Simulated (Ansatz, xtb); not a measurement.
**Two isomers of CH7SeSi+**

We compare X, `C[SiH2][SeH2+]`, a singlet, with Y, `C[SeH+][SiH3]`, a singlet. Both are isolated ions in the gas phase, relaxed with PBE0-D3(BJ)/def2-SVP; the shapes shown needn't be the lowest conformers.

X (Å):

```xyz
10

C     0.0909   -1.1290   -1.0084
Se    3.0625   -0.0160    0.5019
Si    1.8565   -1.6563   -0.8685
H    -0.4119   -1.0985   -0.0304
H    -0.4307   -1.8802   -1.6272
H    -0.0129   -0.1559   -1.5111
H     2.1468   -2.8535   -0.0426
H     2.6974   -1.5516   -2.0858
H     2.5290    1.1849   -0.1723
H     2.0607    0.0611    1.5843
```

Y (Å):

```xyz
10

C    -0.2210   -1.2865   -0.7379
Se    1.3943   -1.9505    0.1314
Si    3.0126   -0.4061   -0.7524
H    -1.0707   -1.7729   -0.2418
H    -0.1603   -1.6125   -1.7846
H    -0.2819   -0.1947   -0.6611
H     1.2199   -1.2495    1.4198
H     3.0897   -0.8584   -2.1614
H     2.3917    0.9254   -0.5529
H     4.2037   -0.6932    0.0800
```

Quicker runs give these differences E(Y) − E(X): GFN2-xTB −4.6 kcal/mol; HF/STO-3G −0.6 kcal/mol (at GFN2-xTB geometries); r2SCAN-D4/def2-SVP +6.7 kcal/mol (at GFN2-xTB geometries).

Question: Estimate E(Y) − E(X) at the level CCSD(T)/def2-TZVP.

Answer: Calculated at CCSD(T)/def2-TZVP: E(Y) − E(X) = +5.6 kcal/mol, so structure X lies lower.

Level by level:

```csv
level,geometry,E(Y) − E(X) (kcal/mol),departure from the last row (kcal/mol),"job, with rough time for the two"
GFN2-xTB,GFN2-xTB,−4.6,−10.2,"optimisation, 0.12 s"
HF/STO-3G,GFN2-xTB,−0.6,−6.2,"single point, 0.36 s"
r2SCAN-D4/def2-SVP,GFN2-xTB,+6.7,+1.1,"single point, 3.5 s"
PBE0-D3(BJ)/def2-SVP,PBE0-D3(BJ)/def2-SVP,+7.8,+2.2,"optimisation, 34 s"
HF/def2-TZVP,PBE0-D3(BJ)/def2-SVP,+5.0,−0.6,part of the CCSD(T) run
MP2/def2-TZVP,PBE0-D3(BJ)/def2-SVP,+5.8,+0.2,part of the CCSD(T) run
CCSD(T)/def2-TZVP,PBE0-D3(BJ)/def2-SVP,+5.6,,"single point, 73 s"
```

As drawn, Y has 1 C–Se, 1 Si–H in place of 1 C–Si, 1 Se–H.

GFN2-xTB, HF/STO-3G put the two in the other order. The largest departure from CCSD(T)/def2-TZVP is that of GFN2-xTB, 10.2 kcal/mol.

With harmonic frequencies from PBE0-D3(BJ)/def2-SVP (ideal gas, rigid rotor, one conformer each, 298.15 K, 1 atm): on the last row, ΔE + ΔZPE = +6.2, ΔH = +6.1, ΔG = +6.2 kcal/mol.

The correlated steps freeze 15 core orbitals; the filled d shell of Se is correlated, in a basis made for valence electrons. Mirror images aren't counted in ΔG. Run with Ansatz 0.2.0, xtb 6.7.1; the last row on 2 threads of Arm Neoverse V1 on a shared host.

The methyl group prefers silicon to selenium in this pair, by 5.6 kcal/mol, and the vibrational and thermal terms leave that order intact. Both ions can be read as a selenium donor bound to a silylium centre: H2Se on CH3SiH2+ in X, CH3SeH on SiH3+ in Y. Methyl on silicon stabilises the electron-poor centre by induction and hyperconjugation, while methyl on selenium makes the lone pair a better donor. The longer Si–Se contact in X fits its weaker donor and less demanding acceptor. The energy order therefore doesn't follow the strength of that contact; the gain from keeping the polar C–Si bond and a methylated silicon probably outweighs it.

Hartree–Fock in the larger basis already gives +5.0 kcal/mol, so the preference is not chiefly a correlation effect. The reversed sign with STO-3G probably reflects a minimal basis too rigid to describe polarised bonds around silicon and selenium. The energies say nothing about the barrier to methyl migration, so Y could still persist once formed.
